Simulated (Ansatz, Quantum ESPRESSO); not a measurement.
# Charge against electrode potential for a four-layer Be(0001) slab with PBEsol: linearity and position of the charge plane

A nanogap capacitor needs a metal plate whose charge follows the applied voltage in a known way. The brief here takes a Be(0001) face as that plate, with vacuum between it and the counter-electrode. The plate must hold at least 2.5×10¹³ e/cm² of either sign, and the voltage may move by no more than 2 V from its value at zero charge. Among the charge states that pass, the one with the largest capacitance is preferred.

The quantity calculated with PBEsol is the electron potential at the electrode, measured from the Fermi level of the slab. Its change from the neutral row is the voltage that the charge costs. The same numbers show where the charge sits, because in a vacuum gap the voltage per charge is fixed by the distance between the two charged planes.

## Set-up

1×1 slabs of 4 layers at the tabulated measured lattice constant, clean, top layers relaxed with Ansatz 0.2.0 under PBE. The slab faces a perfect electrode across vacuum above it and open vacuum below (effective screening medium, Quantum ESPRESSO 7.5 (pw.x), GBRV ultrasoft pseudopotentials, cutoffs 40 and 200 Ry). Charges from −3 to +6×10¹³ e/cm² are put on the slab with its atoms held; points where added electrons spill towards the electrode are left out. Spin-paired, no spin-orbit coupling. The charged runs use Marzari-Vanderbilt smearing of 0.02 Ry, k-spacing 0.26 Å⁻¹ (2π included); functional as named with each line. The same in all rows: distance from the top atom to the electrode: 4.98 Å.

Notes on method and selection:

- A vacuum distance d alone gives a slope of 0.181·d eV per 10¹³ e/cm², d in Å.
- At zero charge the potential is the work function of the upper face.
- Removing electrons pulls the charge plane inwards and adding them pushes it out, which bends the line slightly.
- Runs with a warning of large negative density or a flawed pseudopotential file, with a field left in the vacuum, or with open shells run without spin are not listed.
- Runs in which the search for lower states was switched off are not listed.
- Runs that did not converge, have known faults or may not be shown are not listed, and runs on Ansatz's PAW sets soft_1 and soft_2 are kept to separate tables.

Columns:

- charge (10¹³ e/cm²): charge of the slab per area, positive where electrons are removed.
- back work function (eV): vacuum level below the slab less the Fermi level.
- potential (eV): electron potential at the electrode less the Fermi level.

## The series

| member | charge (10¹³ e/cm²) | back work function (eV) | potential (eV) |
| --- | --- | --- | --- |
| −3.0 | −2.99 | 5.421 | 3.503 |
| −1.5 | −1.50 | 5.422 | 4.443 |
| +0.0 | 0.00 | 5.415 | 5.397 |
| +1.5 | 1.50 | 5.409 | 6.359 |
| +3.0 | 2.99 | 5.405 | 7.330 |
| +6.0 | 5.99 | 5.389 | 9.294 |

Least-squares fits to the whole series, with x = charge (10¹³ e/cm²); R² and errors in the fitted variable (y, or ln y where the fit is in ln y):

| y | members | fit | R² | rms residual | leave-one-out rms | the same for the mean of the others |
| --- | --- | --- | --- | --- | --- | --- |
| potential (eV) | 6 | y = 5.410 + 0.6450 x | 1.00 | 0.016 | 0.031 | 2.3 |

## Reading the trend

The potential rises with every step of positive charge, from 3.503 eV in the row −3.0 to 9.294 eV in the row +6.0. A straight line with a slope of 0.6450 eV per 10¹³ e/cm² leaves an rms residual of 0.016 eV over a span of 9.294 − 3.503 = 5.791 eV. The sign is electrostatic: a slab that has lost electrons attracts them, so an electron's energy climbs on the way to the electrode.

The slope gives the position of the charge. A vacuum distance d contributes 0.181·d, so d = 0.6450 / 0.181 = 3.56 Å. The electrode lies 4.98 Å from the top atoms, which puts the charge plane 4.98 − 3.56 = 1.42 Å outside the top nuclei, on the electrode side. This is the centre of the added or removed charge, which is itself spread out. A metal screens an outer field at its edge, mainly by changing the tail of electron density that reaches into the vacuum. The lower face hardly takes part: its work function varies by only 0.033 eV over the series.

The line bends slightly, as the slopes of three successive intervals show:

- from −2.99 to 0: (5.397 − 3.503) / 2.99 = 0.633
- from 0 to +2.99: (7.330 − 5.397) / 2.99 = 0.646
- from +2.99 to +5.99: (9.294 − 7.330) / 3.00 = 0.655

Divided by 0.181, these give distances in Å of 0.633 / 0.181 = 3.50, 0.646 / 0.181 = 3.57 and 0.655 / 0.181 = 3.62. The charge plane therefore retreats towards the slab by about 0.12 Å from the first interval to the last. Removing electrons thins the outer tail, and the next electrons come from further in; adding electrons extends the tail.

## Outliers

Largest departures from the fit to the whole series:

| member | potential (eV) | fit | computed − fit | in rms residuals |
| --- | --- | --- | --- | --- |
| −3.0 | 3.503 | 3.481 | +0.022 | 1.4 |
| +6.0 | 9.294 | 9.274 | +0.020 | 1.3 |
| +1.5 | 6.359 | 6.378 | −0.019 | 1.2 |
| +0.0 | 5.397 | 5.410 | −0.013 | 0.8 |

No row breaks the series. The largest departures from the straight line are +0.022 eV at −3.0 and +0.020 eV at +6.0, with −0.019 eV at +1.5 between them. Positive ends and a negative middle are what a line leaves when it is drawn through a gently upward-curving set of points, so these residuals belong to the motion of the charge plane.

At zero charge the upper and lower faces differ by 5.415 − 5.397 = 0.018 eV. Only the top layers were relaxed, so the two faces need not agree exactly.

The relaxation gave a warning about a rough exchange-correlation potential where the density is thin. The charged runs did not, and they all use the same atomic positions. An error in those positions would be common to all rows and would hardly affect the linearity.

## Selection

The voltage cost is ΔV = |potential − 5.397 eV| / e, and the capacitance per area is C = 1.602·|charge| / ΔV in µF/cm², with the charge in 10¹³ e/cm² and ΔV in V. The factor 1.602 converts 10¹³ e/cm² to µC/cm².

The rows at 0, −1.5 and +1.5 hold too little charge. The row at +6.0 holds enough but costs 9.294 − 5.397 = 3.897 V, well over the limit. Two rows remain:

- −3.0: ΔV = 5.397 − 3.503 = 1.894 V; C = 1.602 × 2.99 / 1.894 = 2.53 µF/cm²
- +3.0: ΔV = 7.330 − 5.397 = 1.933 V; C = 1.602 × 2.99 / 1.933 = 2.48 µF/cm²

An error of PBEsol in the work function, roughly a few tenths of an eV, shifts all potentials alike and drops out of ΔV. An error in the position of the charge plane does not. If it is taken as roughly 0.1 Å, it changes the voltage by 0.181 × 0.1 × 2.99 = 0.05 V. The margins to the 2 V limit are 2 − 1.894 = 0.106 V for −3.0 and 2 − 1.933 = 0.067 V for +3.0, so both still pass. Such an error would act in the same direction on both rows and largely leave their order alone.

The pick is −3.0, with +3.0 as runner-up. The advantage is only 1.933 − 1.894 = 0.039 V, or 2 %, and comes from the charge plane lying closer to the electrode when electrons are added.

A real counter-electrode could overturn the choice. The perfect electrode of the calculation keeps its charge at a fixed plane, whereas a metal plate would have a moving plane of its own. When the Be face gains electrons the other plate loses them, and its plane retreats, which lengthens the gap again. With two identical Be faces the preference for one sign would vanish by symmetry.

## Summary

Over the range of charge in the table the face behaves as a nearly ideal capacitor plate, with its charge about 1.4 Å outside the top atoms. For a charge between two rows, linear interpolation between the neighbours is enough: applied to each of the four inner rows in turn, it misses by less than 0.01 eV.

One omitted effect matters more for a real device than the few per cent by which the capacitance varies. Tunnelling across so narrow a vacuum would let charge leak at voltages of this size, so the calculated states describe a plate that holds its charge only because the model forbids the current.
